Equal-time displacement correlation from the Matsubara sum of D: margin comments

1. Premises and conventions. Until note 11, ħ = kB = 1 and β = 1/T. Let u be one Cartesian displacement of one atom of mass M, with momentum p and [u, p] = i. The Einstein oscillator is H0 = p²/2M + MΩ²u²/2 = Ω(a†a + 1/2), and

u = A/√(2MΩ),  A = a + a†.  (1)

Averages are thermal, ⟨X⟩ = Tr(e^(−βH) X)/Z, and A(τ) = e^(Hτ) A e^(−Hτ). The propagator and its transform are

D(τ) = −⟨T_τ A(τ) A(0)⟩,  (2)

D(iν_n) = ∫₀^β dτ e^(iν_n τ) D(τ),  D(τ) = T Σ_n e^(−iν_n τ) D(iν_n),  (3)

where T_τ puts the later τ on the left. For −β < τ < 0, D(τ) = −Tr(e^(−βH) A e^(Hτ) A e^(−Hτ))/Z, while D(τ+β) = −Tr(e^(Hτ) A e^(−Hτ) e^(−βH) A)/Z. A cyclic shift of the trace turns one into the other, so D has period β and ν_n = 2πnT with n any integer. The prefactor 1/(2MΩ) below belongs to (1) and the minus sign to (2); a propagator built from u itself has no such prefactor.

2. The free propagator in τ. From [H0, a] = −Ωa follows a(τ) = a e^(−Ωτ) and a†(τ) = a† e^(Ωτ); the two are not adjoints of each other at τ ≠ 0. In A(τ)A(0) the products aa and a†a† change the number of quanta by two and have zero trace. With n_B(ω) = 1/(e^(βω) − 1), n = n_B(Ω) = ⟨a†a⟩ and ⟨aa†⟩ = n + 1, for 0 < τ < β

D0(τ) = −[(n+1) e^(−Ωτ) + n e^(Ωτ)] = −cosh[Ω(β/2 − τ)]/sinh(βΩ/2).  (4)

The second form uses n + 1 = e^(βΩ/2)/[2 sinh(βΩ/2)] and n = e^(−βΩ/2)/[2 sinh(βΩ/2)].

3. The free propagator in frequency. Since e^(iν_n β) = 1, ∫₀^β e^((iν_n − Ω)τ) dτ = (e^(−βΩ) − 1)/(iν_n − Ω), and (n+1)(1 − e^(−βΩ)) = 1, so the first term of (4) gives +1/(iν_n − Ω). Likewise ∫₀^β e^((iν_n + Ω)τ) dτ = (e^(βΩ) − 1)/(iν_n + Ω) and n(e^(βΩ) − 1) = 1, so the second gives −1/(iν_n + Ω). Together

D0(iν_n) = 1/(iν_n − Ω) − 1/(iν_n + Ω) = −2Ω/(ν_n² + Ω²).  (5)

The temperature has left the function and survives only in the grid ν_n.

4. Why τ = 0 needs no 0⁺. For electrons the equal-time limit depends on the side, because the anticommutator of c and c† is 1 and the Green function jumps. Here the jump is D(0⁺) − D(0⁻) = −⟨[A, A]⟩ = 0. In (4) the values at τ = 0 and τ = β are both −(2n+1). Only the slope jumps: D0′(0⁺) = Ω(n+1) − Ωn = +Ω and D0′(β⁻) = −Ω. Two integrations by parts in (3) give D(iν_n) = [D′(β⁻) − D′(0⁺)]/ν_n² plus faster-falling terms, that is −2Ω/ν_n², as (5) shows. The coefficients are absolutely summable and D is continuous and periodic, so the series (3) converges to D(τ) at every point, τ = 0 included:

⟨AA⟩ = −D(0) = −T Σ_n D(iν_n).  (6)

With (1) and (4) this already yields the result. The next note evaluates the sum without using (4).

5. The sum by residues. Let f(z) = 2Ω/(z² − Ω²) = 1/(z − Ω) − 1/(z + Ω), so that f(iν_n) = D0(iν_n). Near z = iν_n, e^(βz) − 1 ≈ β(z − iν_n), so n_B(z) has simple poles there with residue T. Integrate f n_B around squares centred at the origin whose horizontal sides lie midway between neighbouring poles. On these sides e^(βz) is real and negative and |n_B| ≤ 1; on the distant vertical sides n_B tends to 0 on the right and to −1 on the left. The integrand thus falls as 1/L² on a path of length proportional to L, the integral vanishes, and all residues add to zero:

T Σ_n f(iν_n) + n_B(Ω) − n_B(−Ω) = 0.

With n_B(−Ω) = −1 − n_B(Ω) this is T Σ_n D0(iν_n) = −(2n+1), and 2n + 1 = coth(Ω/2T). Hence

⟨uu⟩ = −(1/2MΩ) T Σ_n D0(iν_n) = coth(Ω/2T)/(2MΩ).  (7)

In terms of y = Ω/2T each term is −T D0(iν_n) = y/(y² + π²n²), and the sum is the partial-fraction series

coth y = 1/y + Σ_(n≥1) 2y/(y² + π²n²).  (8)

One trap deserves a line. The pieces of (5) fall only as 1/ν and their separate sums depend on the prescription. T Σ_n 1/(iν_n − ω) equals −n_B(ω) with a factor e^(+iν_n 0⁺), −1 − n_B(ω) with e^(−iν_n 0⁺), and the mean of the two under symmetric summation. The first two are −⟨a†a⟩ and −⟨aa†⟩ when ω = Ω. The same prescription on both pieces always gives −(2n+1), since the constant cancels in the difference. Opposite factors on the two pieces give −2n or −(2n+2), which drops or doubles the zero-point term.

6. What the n = 0 term is. From (5), D0(0) = −2/Ω, so this term of (7) is

⟨uu⟩_(n=0) = (1/2MΩ)(2T/Ω) = T/(MΩ²),  (9)

the equipartition value, MΩ²⟨u²⟩/2 = T/2. With units restored it reads kB T/(MΩ²) and contains no ħ. Two readings explain this. First, let ū = T ∫₀^β u(τ) dτ be the average of the displacement over imaginary time. The ordered product depends only on τ − τ′ and is periodic, so ⟨T_τ ū ū⟩ = T ∫₀^β ⟨u(τ)u(0)⟩ dτ = −T D(iν_0)/(2MΩ): the n = 0 term is the variance of the centroid of the imaginary-time path. Second, add −φu to H, with φ a static force. Expanding e^(−β(H − φu)) to first order gives d⟨u⟩/dφ = χ = ∫₀^β ⟨δu(τ) δu(0)⟩ dτ with δu = u − ⟨u⟩, so the n = 0 term is Tχ, with χ the isothermal static susceptibility. For the harmonic well the force shifts the minimum by φ/(MΩ²) and changes nothing else, in quantum and classical mechanics alike, which is why χ = 1/(MΩ²) carries no ħ.

7. What the other terms are. Expanding 2y/(y² + π²n²) in y²/(π²n²) and using Σ 1/n² = π²/6 and Σ 1/n⁴ = π⁴/90 turns (8) into coth y = 1/y + y/3 − y³/45 + … The geometric expansion of the n = 1 term needs y < π, so the series converges only for T > Ω/2π. The leading quantum term of ⟨uu⟩ is (1/2MΩ)(Ω/6T) = 1/(12MT), independent of the frequency. In the opposite limit T → 0 the n = 0 term vanishes, the grid closes up, T Σ_n becomes ∫dν/2π, and ∫(dν/2π) 2Ω/(ν² + Ω²) = 1 gives ⟨uu⟩ = 1/(2MΩ). Zero-point motion therefore sits wholly in n ≠ 0. The approach is exponential, coth y = 1 + 2e^(−2y) + … A sum cut at |n| ≤ N with πN ≫ y misses, by (8),

Σ_(n>N) 2y/(π²n²) ≈ 2y/[π²(N + 1/2)],  (10)

a remainder that falls only as 1/N and should be added by hand.

8. Interacting phonons: the spectral form. Let H = p²/2M + H′, where H′ holds anharmonic terms, the other atoms and the electrons, and commutes with u: the coupling depends on positions only. Keep A = √(2MΩ) u, with Ω now a fixed reference frequency. Let |j⟩, |k⟩ be exact eigenstates, p_j = e^(−βE_j)/Z and ω_kj = E_k − E_j. Inserting them in (2) for 0 < τ < β gives D(τ) = −Σ_jk p_j |A_jk|² e^(−ω_kj τ). The τ integral of (3) is (e^(−βω_kj) − 1)/(iν_n − ω_kj), except when ν_n and ω_kj both vanish, where it is β. Since p_j e^(−βω_kj) = p_k,

D(iν_n) = ∫_(−∞)^∞ dω B(ω)/(iν_n − ω) − βC δ_(n,0),  (11)

B(ω) = Σ_jk (p_j − p_k) |A_jk|² δ(ω − ω_kj),  C = Σ_(E_j = E_k) p_j |A_jk|².

The retarded function is D^R(t) = −iθ(t)⟨[A(t), A(0)]⟩ with real-time Heisenberg operators, transformed with e^(iωt). The commutator average is Σ_jk (p_j − p_k)|A_jk|² e^(−iω_kj t), and −i∫₀^∞ e^(i(ω − ω′ + iη)t) dt = 1/(ω − ω′ + iη), so D^R(ω) = ∫dω′ B(ω′)/(ω − ω′ + iη). With Im 1/(x + iη) → −πδ(x),

B(ω) = −(1/π) Im D^R(ω).  (12)

Three properties follow. Exchanging j and k shows B(−ω) = −B(ω), because A is Hermitian. Writing p_j − p_k = p_j(1 − e^(−βω)) shows B ≥ 0 for ω > 0. And Σ_jk (p_j − p_k) ω_kj |A_jk|² = ⟨[[A, H], A]⟩, as the diagonal elements of 2AHA − HAA − AAH show; since [u, H] = ip/M and [ip/M, u] = 1/M, the double commutator is 2MΩ/M = 2Ω. The product ωB is even, so

∫₀^∞ ω B(ω) dω = Ω.  (13)

The free case is B = δ(ω − Ω) − δ(ω + Ω), which satisfies (13) and returns (5).

9. Interacting phonons: the sum. Oddness folds (11) onto positive frequencies, with 1/(iν − ω) − 1/(iν + ω) = −2ω/(ν² + ω²):

−D(iν_n) = ∫₀^∞ dω B(ω) 2ω/(ν_n² + ω²) + βC δ_(n,0).  (14)

The interacting propagator is a positive superposition of free ones. By (13) its tail is again 2Ω/ν_n², so (6) holds. All terms are non-negative, so sum and integral may be exchanged, and note 5 applies at each ω:

⟨AA⟩ = ∫₀^∞ dω B(ω) coth(ω/2T) + C.  (15)

The same follows without Matsubara frequencies. In ⟨AA⟩ = Σ_jk p_j |A_jk|² the terms with ω_kj ≠ 0 are ∫dω B(ω)/(1 − e^(−βω)) = ∫dω B(ω)[1 + n_B(ω)]; on the negative axis B(−ω)[1 + n_B(−ω)] = B(ω) n_B(ω), and the two halves add to B(1 + 2n_B).

The constant C is usually passed over. It is invisible to D^R, since p_j − p_k = 0 for equal energies. It contains ⟨A⟩², which disappears when A is replaced by A − ⟨A⟩. It can survive that subtraction: in an isolated oscillator with a cubic term the mean position ⟨j|A|j⟩ differs from level to level, and C is then the thermal variance of these means. In the Einstein model every matrix element of A changes the energy by ±Ω, so C = 0. The form without C is valid when the fluctuation of A has no time-independent part.

Equation (14) also yields a two-sided bound, with u measured from ⟨u⟩. The n = 0 term is Tχ by note 6, C included. Each other term is positive and, by (13), at most 2Ω/ν_n². Since T Σ_(n≠0) 2Ω/ν_n² = 4ΩT(π²/6)/(4π²T²) = Ω/6T,

Tχ ≤ ⟨δu δu⟩ ≤ Tχ + 1/(12MT).  (16)

For an anharmonic system Tχ is not the classical variance, because χ is the quantum susceptibility; the two meet at high T, where (16) closes. The identification of the n = 0 term with the classical value at every T is special to harmonic H.

10. Self-energy, damping and the crystal. The Dyson equation 1/D = 1/D0 − Π gives

D(iν_n) = −2Ω/[ν_n² + Ω² + 2ΩΠ(iν_n)].  (17)

The n = 0 term becomes T/[M(Ω² + 2ΩΠ(0))] and feels only the static self-energy, not the position of the spectral peak. As a model take friction proportional to velocity, 2ΩΠ = γ|ν_n|. Continuing from ν > 0 by ν → −iω gives D^R = 2Ω/(ω² − Ω² + iγω) and B = (2Ω/π) γω/[(ω² − Ω²)² + γ²ω²], a peak of full width γ when γ ≪ Ω, which obeys (13). The n = 0 term is untouched by γ. At T = 0, for γ < 2Ω and with w² = Ω² − γ²/4,

⟨AA⟩ = (2Ω/π) ∫₀^∞ dν/[(ν + γ/2)² + w²] = (2Ω/πw) arccos(γ/2Ω) ≈ 1 − γ/(πΩ).  (18)

The coefficient 1/π belongs to this frequency dependence of Π and changes with it.

For a harmonic crystal of N cells, u_κα(l) = Σ_qλ e_κα(qλ) e^(iq·R_l) A_qλ/√(2N M_κ ω_qλ), with A_qλ = a_qλ + a†_(−q)λ and eigenvectors normalised by Σ_κα |e_κα|² = 1. Here D is defined with A_qλ and its adjoint; exchanging j and k relates B(q, −ω) to −B(−q, ω), and time reversal makes q and −q equivalent. Modes are uncorrelated and ⟨A_qλ A†_qλ⟩ = coth(ω_qλ/2T), so ⟨u_κα²⟩ = (1/N) Σ_qλ |e_κα|² coth(ω_qλ/2T)/(2M_κ ω_qλ). In the diamond structure the two atoms are equivalent and the site symmetry makes x, y and z equivalent. Summing over the six components and dividing by six gives

⟨u_x²⟩ = ∫₀^∞ dω g(ω) coth(ω/2T)/(2Mω),  (19)

with g the density of states normalised to 1. This is (15) with B = Ω g(ω)/ω, and (13) is the normalisation of g. The Einstein model is g = δ(ω − Ω). No single Ω reproduces (19) at all T: the value at T = 0 requires 1/Ω = ∫g/ω, the n = 0 term requires 1/Ω² = ∫g/ω². For the Debye form g = 3ω²/ω_D³ on 0 < ω < ω_D these moments are 3/(2ω_D) and 3/ω_D², giving Ω = 2ω_D/3 and Ω = ω_D/√3.

The quantity enters band theory directly. A coupling (K/2)u² acting on an electronic level shifts it in first order by (K/2)⟨uu⟩, the Debye-Waller diagram, in which a phonon line leaves and re-enters the same vertex and is thus the closed sum (6).

11. Range of validity. Equations (7) to (9) are exact for a harmonic oscillator in thermal equilibrium at any T, with Ω > 0. Equation (10) is an asymptotic estimate of the truncation remainder: it drops y² against π²n² and replaces the sum of 1/n² by 1/(N + 1/2), so it holds only approximately, for πN ≫ Ω/2T, and at fixed N it fails as T → 0. Equations (11) to (16) are exact for any equilibrium system whose interactions commute with u; they need neither weak coupling nor the adiabatic approximation, but B must be the spectral function at the same temperature as the coth. The integral (15) must converge at small ω, where the integrand is 2T B/ω. For acoustic modes with g ∝ ω^(d−1) the integrand of (19) goes as ω^(d−3), which is integrable for d = 3 and diverges logarithmically for d = 2 at any T > 0.

The Einstein model adds its own limits. It sets the correlation between different atoms to zero, so it says nothing on bond-length fluctuations. It has no soft modes, so its thermal part dies as e^(−Ω/T), whereas the Debye form of (19) gives (3/Mω_D³) ∫₀^∞ ω n_B dω = π²T²/(2Mω_D³) for T ≪ ω_D. If Ω is taken from experiment it already contains the static self-energy, which must then be left out of Π in (17). With units restored, (7) reads ⟨u²⟩ = (ħ/2MΩ) coth(ħΩ/2kB T), and the width of the bound (16) is ħ²/(12M kB T).

12. Illustration: Einstein model of diamond at 0 K and 1000 K. The mass is assumed to be that of natural carbon, M = 12.011 u, so ħ²/M = 0.34803 meV Å². The frequency is tied to the compiled Debye temperature Θ_D = 2250 K (Råsander 2015, temperature not stated) by matching the n = 0 term: Θ_E = Θ_D/√3 = 1299 K, ħΩ = 111.94 meV.

At 0 K, ⟨u_x²⟩ = ħ²/(2M ħΩ) = 1.5545×10⁻³ Å², a root-mean-square amplitude of 0.0394 Å per direction.

At 1000 K, kB T = 86.17 meV, y = Θ_E/2T = 0.64952 and n = 0.375. The terms of (8), carried to five decimals only to display the convergence, are

n = 0: 1.53960
n = ±1: 0.12622
n = ±2: 0.03256
n = ±3: 0.01456

They add to 1.71294, against coth y = 1.75025. The remainder is 0.0373 and the estimate (10) with N = 3 gives 0.0376. Then ⟨u_x²⟩ = 1.5545×10⁻³ × 1.75025 = 2.72×10⁻³ Å², an amplitude of 0.0522 Å. The classical n = 0 term is 2.39×10⁻³ Å², or 88 % of the total. The width in (16) is 0.337×10⁻³ Å², so the value must lie between 2.39 and 2.73×10⁻³ Å², and it sits near the upper end. The high-temperature series of note 7 converges above Θ_E/2π = 207 K.

The choice of frequency matters far more than these digits. The table adds an Einstein model at the compiled optical frequency 1332 cm⁻¹ (arXiv:cond-mat/0412643, temperature not stated), which is 165.1 meV or 1916 K, with coth y = 1.345 at 1000 K, and the Debye spectrum in (19). Entries are the models' ⟨u_x²⟩ in 10⁻³ Å².

model | 0 K | 1000 K | n = 0 part at 1000 K
Einstein, 1299 K | 1.55 | 2.72 | 2.39
Einstein, 1916 K | 1.05 | 1.42 | 1.10
Debye, 2250 K | 1.35 | 2.71 | 2.39

The first and third rows share the n = 0 part by construction and the term ħ²/(12M kB T) because it is independent of frequency, so their closeness at 1000 K is built in and tests nothing. At 0 K the first exceeds the third by the factor 2/√3, or 15 %. The cutoff kB Θ_D = 193.9 meV lies above the optical frequency, a reminder that the Debye form is a parametrisation and not the spectrum.

The neglected interactions are smaller than this spread. From (7), d ln⟨u²⟩/d lnΩ = −1 − 2y/sinh 2y, which is −1.77 at 1000 K for the first model, so an assumed anharmonic softening of 2 %, treated as a frequency-independent Π, raises ⟨u²⟩ by 3.5 %. An assumed width γ/Ω = 0.005 lowers the 0 K value by 0.16 % according to (18). The electronic part of Π varies with ν on the scale of the band gap, compiled as 5.48 eV at 300 K (Chen 2018); the ratio of 165.1 meV to the gap is 0.030, so this part changes across the phonon range by a relative amount of order 9×10⁻⁴.

At 300 K the two Einstein models give 1.60 and 1.06×10⁻³ Å². A typical room-temperature Debye-Waller parameter 8π²⟨u_x²⟩ for diamond is about 0.14 Å², that is ⟨u_x²⟩ near 1.8×10⁻³ Å², as typical knowledge and not as a measurement; the 1299 K model lies roughly 10 % below it, while the optical-frequency model lies roughly 40 % below, because it places all weight near the top of the spectrum while (19) weights the modes by 1/ω at low T and by 1/ω² at high T. The model with Θ_E = 1299 K gives 1.55×10⁻³ Å² at 0 K and 2.72×10⁻³ Å² at 1000 K, a ratio of 1.75, and these are the model's numbers, uncertain as a description of the crystal already in the second figure.